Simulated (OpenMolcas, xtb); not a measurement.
CH6Si (methylsilane): methods side by side

The species is CH6Si (8 atoms), meant as a singlet with charge 0. As SMILES, `C[SiH3]`. Geometry: relaxed at PBE0-D4/def2-TZVP.

```xyz
8

C    -0.1815    0.2397   -0.9403
Si    0.1624   -0.2145    0.8415
H    -1.2405    0.1125   -1.1756
H     0.3955   -0.3914   -1.6198
H     0.0866    1.2807   -1.1339
H    -0.6250    0.6462    1.7654
H     1.6056   -0.0400    1.1599
H    -0.2031   -1.6332    1.1028
```

Quantity: the energy change with the C1–Si2 bond stretched from 1.871 to 3.367 Å, in eV. The values are calculated.

| level | kind | program | value (eV) | less CCSD(T)/def2-TZVP | CPU time (all runs) |
| --- | --- | --- | --- | --- | --- |
| GFN-FF | force field | xtb | 3.14 | -0.56 | under 2 s |
| HF/def2-TZVP (unrestricted) | Hartree–Fock | OpenMolcas | 3.13 | -0.57 | 25 s |
| SVWN5/def2-TZVP (restricted) | LDA | OpenMolcas | 3.94 | +0.24 | 62 s |
| BLYP/def2-TZVP (restricted) | GGA | OpenMolcas | 3.44 | -0.26 | 83 s |
| r2SCAN/def2-TZVP (restricted) | meta-GGA | OpenMolcas | 3.94 | +0.24 | 1.8 min |
| BHLYP/def2-TZVP (restricted) | global hybrid | OpenMolcas | 4.32 | +0.62 | 84 s |
| B2PLYP/def2-TZVP (restricted) | double hybrid | OpenMolcas | 3.96 | +0.26 | 66 s |
| MP2/def2-TZVP (restricted) | perturbation theory | OpenMolcas | 4.20 | +0.50 | 20 s |
| CCSD(T)/def2-TZVP (Cholesky decomposition) (restricted) | coupled cluster or CI | OpenMolcas | 3.70 | 0.00 | 7.7 min |

CCSD(T)/def2-TZVP (Cholesky decomposition) (restricted) is the highest level here, not the true value. At this stretch a single reference begins to fail. The first shape isn't each level's own minimum. The values span 3.13 to 4.32 eV. Spin contamination of the reference (⟨S²⟩ at least 0.1 too high) touches HF/def2-TZVP. CPU times are rough (shared hosts, several kinds of processor): they show what a rung costs within a factor of a few.

Stretching the C–Si bond pulls apart a σ pair that ends up as two radical centres, methyl and silyl. A closed-shell determinant keeps both electrons in one shared orbital and so retains ionic terms that should fade with distance. Exact exchange makes that penalty larger, as the rise from 3.44 eV in BLYP to 4.32 eV in BHLYP shows. MP2, at 4.20 eV, recovers too little of the left-right correlation to offset it. Unrestricted Hartree–Fock avoids the penalty by localising opposite spins on the two fragments, but it lacks the dynamic correlation that strengthens the intact bond, and it comes out lowest at 3.13 eV. Its gap to the restricted rows therefore mixes the effect of correlation with that of spin symmetry breaking. The near-identical GFN-FF value is no sign of shared physics, and the match between SVWN5 and r2SCAN probably reflects different balances of error. A single finite stretch doesn't give the bond dissociation energy, which requires separated, relaxed radicals.
